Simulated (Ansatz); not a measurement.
# A ladder of methods for C2H4AlFO (SMILES C=C[O][AlH][F])

C2H4AlFO has 9 atoms, charge 0, and is taken as a singlet. As SMILES, `C=C[O][AlH][F]`. The shape was relaxed beforehand at PBE0/def2-SVP. This is one conformer, not always the lowest.

Quantity: the adiabatic ionisation energy (to the doublet cation, shapes relaxed at PBE0/def2-SVP, no zero-point term), in eV. The values are calculated.

| level | kind | program | value (eV) |
| --- | --- | --- | --- |
| HF/def2-SVP | Hartree–Fock | Ansatz | 7.45 |
| r2SCAN/def2-SVP | meta-GGA | Ansatz | 8.57 |
| B3LYP/def2-SVP | global hybrid | Ansatz | 8.64 |
| PBE0-D4/def2-SVP | global hybrid | Ansatz | 8.62 |
| wB97M-V/def2-SVP | range-separated hybrid | Ansatz | 8.62 |
| MP2/def2-SVP | perturbation theory | Ansatz | 8.56 |

The values span 7.45 to 8.64 eV.

Hartree–Fock stands apart at 7.45 eV, while every method that includes electron correlation falls between 8.56 and 8.64 eV. Ionisation breaks up an electron pair, so the neutral molecule has more correlation energy to lose than the cation. Leaving that energy out raises the neutral relative to the cation and makes the electron appear too easy to remove.

The electron probably comes from the enolate-like π system, where the C=C bond mixes with an oxygen lone pair. The hole would then be shared between the terminal carbon and oxygen, with the C=C bond weakened and the C–O bond strengthened. The close match between r2SCAN and the hybrids shows that the result depends little on the share of exact exchange within this set of functionals.

The calculations support a clear correlation contribution to the ionisation energy, but the small differences among the correlated methods do not establish a ranking of their accuracy. Their agreement also cannot reveal an error from the compact basis they all share.
